**Q:** I have the pressure and energy of five cells of ZrSiRu. For a sixth, the most stretched, I know only the volume and the shape. Can I work out its pressure and energy before I look them up?

ZrSiRu (P-62m) computed with Ansatz 0.2.0: non-spin-polarized r2SCAN, PAW, 500 eV plane-wave cutoff, 6×6×10 k mesh, 0.1 eV Gaussian smearing. Cell shape and atoms were relaxed at fixed volume, keeping the symmetry, to forces below 0.01 eV/Å. Energies are for zero smearing, relative to the elements' standard crystals or gases; positive pressure means compression.

```
volume (relaxed cell) (Å³/atom)  c/a (relaxed cell)  shortest distance (relaxed cell) (Å)  energy over elements (eV/atom)  pressure (GPa)
                         14.442              0.5495                                 2.392                          -0.896          23.270
                         14.919              0.5517                                 2.418                          -0.951          14.290
                         15.395              0.5532                                 2.443                          -0.982           6.600
                         16.347              0.5553                                 2.489                          -0.983          -5.590
                         16.823              0.5559                                 2.511                          -0.959         -10.380
                         17.458              0.5564                                 2.539                               ?               ?
```

**A:** Start with what the pressure means here. Each cell is held at a fixed volume, and the pressure is what the surroundings must exert to keep it there. A positive value means that the crystal pushes outwards; a negative one means that it would shrink if released, so it has to be pulled. The sign changes between 15.395 and 16.347 Å³/atom, so the unloaded crystal lies between those two rows.

**Q:** Those two rows have almost the same energy. Could they be two competing phases?

**A:** They are two sides of one valley. One cell is slightly squeezed and the other slightly stretched, as their opposite pressures show. The space group is the same in both, and the ratio of the hexagonal cell edges, c/a, rises smoothly through them. It continues smoothly to 0.5564 in your sixth cell, so its shape gives no sign of a new structure.

**Q:** Then I could draw a straight line through the last two known pressures and extend it. I get −16.77 GPa.

**A:** That line assumes that each further cubic ångström costs as much extra pull as the one before, and the known rows argue against it. Take the stiffness, which is the pressure change per fractional change of volume. Between the two smallest cells it averages 276 GPa, but between 16.347 and 16.823 Å³/atom only 167 GPa. In practical terms, changing the volume by one per cent takes about 2.8 GPa at the squeezed end and 1.7 GPa at the stretched end.

**Q:** Why does the crystal soften as it is stretched?

**A:** Squeezing pushes the electron clouds of neighbouring atoms into each other, and the repulsion climbs steeply. Stretching reduces the overlap that holds the atoms together, so the restoring pull grows more and more slowly. The energy valley therefore has a steep wall on the small side and a gentler slope on the large side. This is the standard picture of bonding in solids; the table shows the softening itself, not the separate contributions to it.

**Q:** How do I turn that picture into a number?

**A:** Overlap between atoms fades roughly exponentially with distance, so let the energy do the same. Let $V$ be the volume per atom and $V_r = 15.395$ Å³ a reference volume, used only as a ruler. The relative length is then $q = (V/V_r)^{1/3}$. The Rydberg-Vinet form of the energy is

$$E = (A + Bq)\,e^{-sq} + \text{constant}.$$

Pressure is the downhill slope of energy against volume, $P = -dE/dV$. Since $dV = 3V_r q^2\,dq$, differentiating and collecting constants gives

$$P = e^{s(1-q)}\left(\frac{C_0}{q^2} + \frac{C_1}{q}\right).$$

The three constants $C_0$, $C_1$ and $s$ were fitted to the five known pressures. The sixth cell took no part.

**Q:** Do these constants tell me anything about the material?

**A:** Yes, though partly in combination. The ratio of $C_0$ to $C_1$ places zero pressure at 15.87 Å³/atom. All three together give a bulk modulus, the stiffness at that point, of about 202 GPa. The constant $s$ mainly sets how fast the stiffness changes: near this point each GPa of pull lowers the stiffness by about 4 GPa. That last number is the softening in compact form.

**Q:** Let me try the sixth cell, then.

**A:** Its relative length is $q = (17.458/15.395)^{1/3} = 1.0428$. The fit gave $C_0 = 650.3$ GPa, $C_1 = -643.7$ GPa and $s = 4.771$, so

$$P = e^{-4.771\times 0.0428}\left(\frac{650.3}{1.0428^2} - \frac{643.7}{1.0428}\right) \approx 0.815 \times (-19.27) \approx -15.7\ \text{GPa}.$$

The cell must be pulled harder than the one at 16.823 Å³/atom, but less hard than your straight line says.

**Q:** And the energy?

**A:** Stretching the cell means doing work against its pull, and that work is stored as energy. The pull grows from 10.4 to about 15.7 GPa, so its average is close to 13.0 GPa, acting over an extra $17.458 - 16.823 = 0.635$ Å³ per atom. With 1 eV/Å³ equal to 160.2 GPa, the stored energy is $13.0 \times 0.635/160.2 \approx 0.052$ eV/atom. Added to −0.959, this gives −0.907 eV/atom, and integrating the fitted pressure curve properly leads to the same value.

**Q:** That assumes that the pressures and energies in the table agree with each other.

**A:** They do, and it can be tested. I integrated the fitted pressure over volume and asked by what factor the resulting curve must be scaled to match the five known energies. The factor is 0.996, within half a per cent of one. This shows that the two columns are consistent, though it does not prove the bonding picture.

**Q:** How wide should the error bars be?

**A:** I would say −15.7 ± 0.3 GPa and −0.907 ± 0.002 eV/atom. Another common formula, the third-order Birch-Murnaghan equation, fitted to the same five pressures, differs from ours by only 0.05 GPa at the sixth cell. I keep the wider range because we are leaving the region covered by the fit.

The withheld rows as computed:

```
volume (relaxed cell) (Å³/atom)  c/a (relaxed cell)  shortest distance (relaxed cell) (Å)  energy over elements (eV/atom)  pressure (GPa)
                         17.458              0.5564                                 2.539                          -0.907         -15.670
```

**Q:** The computed pressure is −15.67 GPa. Your forecast holds, and my straight line is off by 1.1 GPa.

**A:** Your line left out the softening, which carried on. Over the last step the average stiffness is 143 GPa, down from 167 GPa over the step before. Our formula had learned that decline from the other five cells and continued it. Its miss is about 0.04 GPa, well inside my error bar, though a single hit can't tell us whether that bar was too wide.

**Q:** Is there anything to learn from so small a miss?

**A:** A little. Both formulas ask for slightly too much pull, Birch-Murnaghan by 0.09 GPa, so the crystal softened slightly more than either predicted. The Vinet miss is also several times larger than its typical error on the fitted rows, as can happen when a curve is carried beyond its data. I can't assign it a physical cause from one extra cell.

**Q:** The energy came out at −0.907 eV/atom, as you said. Does that confirm the softening too?

**A:** Only weakly. Your straight line would have given −0.905 eV/atom, which is still just inside the range I stated. The error of your line starts at zero at the last known cell and grows to 1.1 GPa, so its average should be somewhat less than half that. Over such a small change of volume this adds up to about 2 meV/atom. To find out how a crystal softens, look at the pressure; the energy shows the same thing much more faintly.

**Q:** The energy is still well below that of the elements. Does that make the stretched crystal stable?

**A:** No. The negative pressure tells you that it would shrink as soon as the pull was released. The comparison with the elements shows only that the atoms are better off in this compound than in the separate pure elements. It leaves open whether another compound, or another arrangement of the same atoms, lies lower. These runs kept the hexagonal symmetry, so they could not have reached an orthorhombic arrangement, for instance.

**Q:** If I had the same series for a soft metal such as sodium, what would change?

**A:** Mainly the scale of the pressure. Sodium's bulk modulus is below 10 GPa, a rough recalled value, so a ten per cent expansion would take a pull of less than about 1 GPa. The curve would have a similar shape, because sodium too stiffens when squeezed and softens when stretched. For a first guess in a neighbouring material, take its bulk modulus to set the scale, then let the stiffness fall as the volume grows.

**Q:** Where can I check the fits?

**A:** The printed output below gives the fits of both formulas and the straight-line estimate.

Numerical output:

```
fit of pressure on 5 rows: coefficient of exp(s*(1-q))/q**2 650.3 +/- 0.22, coefficient of exp(s*(1-q))/q -643.7 +/- 0.22, s 4.771; rms 0.00571, worst 14.919 -0.00888, leave-one-out rms 0.0208
  rows outside the fit (model, value, miss): 17.458 -15.71, -15.67, -0.0379
fit of energy_over_elements on 5 rows: constant 6.739 +/- 0.021, coefficient of eshape 0.9958 +/- 0.0028; rms 0.000152, worst 14.919 -0.000211, leave-one-out rms 0.000456
  rows outside the fit (model, value, miss): 17.458 -0.9073, -0.907, -0.000277
fit of pressure on 5 rows: coefficient of q**(-5) -278 +/- 7.9, coefficient of q**(-7) 241.9 +/- 16, coefficient of q**(-9) 42.64 +/- 8; rms 0.0112, worst 14.919 -0.0156, leave-one-out rms 0.042
  rows outside the fit (model, value, miss): 17.458 -15.76, -15.67, -0.0906
Volume at zero pressure from the Vinet fit in A^3/atom: 15.87
Bulk modulus at zero pressure from the Vinet fit in GPa: 202.2
Pressure derivative of the bulk modulus from the Vinet fit: 4.213
Mean stiffness between 14.442 and 14.919 in GPa: 276.4
Mean stiffness between 16.347 and 16.823 in GPa: 166.9
Straight-line pressure forecast for 17.458 in GPa: -16.77
Straight-line energy forecast for 17.458 in eV/atom: -0.9052
Birch-Murnaghan less Vinet pressure forecast for 17.458 in GPa: -0.05269
Straight-line pressure forecast less computed value in GPa: -1.1
Straight-line energy forecast less computed value in eV/atom: 0.001803
Computed mean stiffness between 16.823 and 17.458 in GPa: 142.8
```
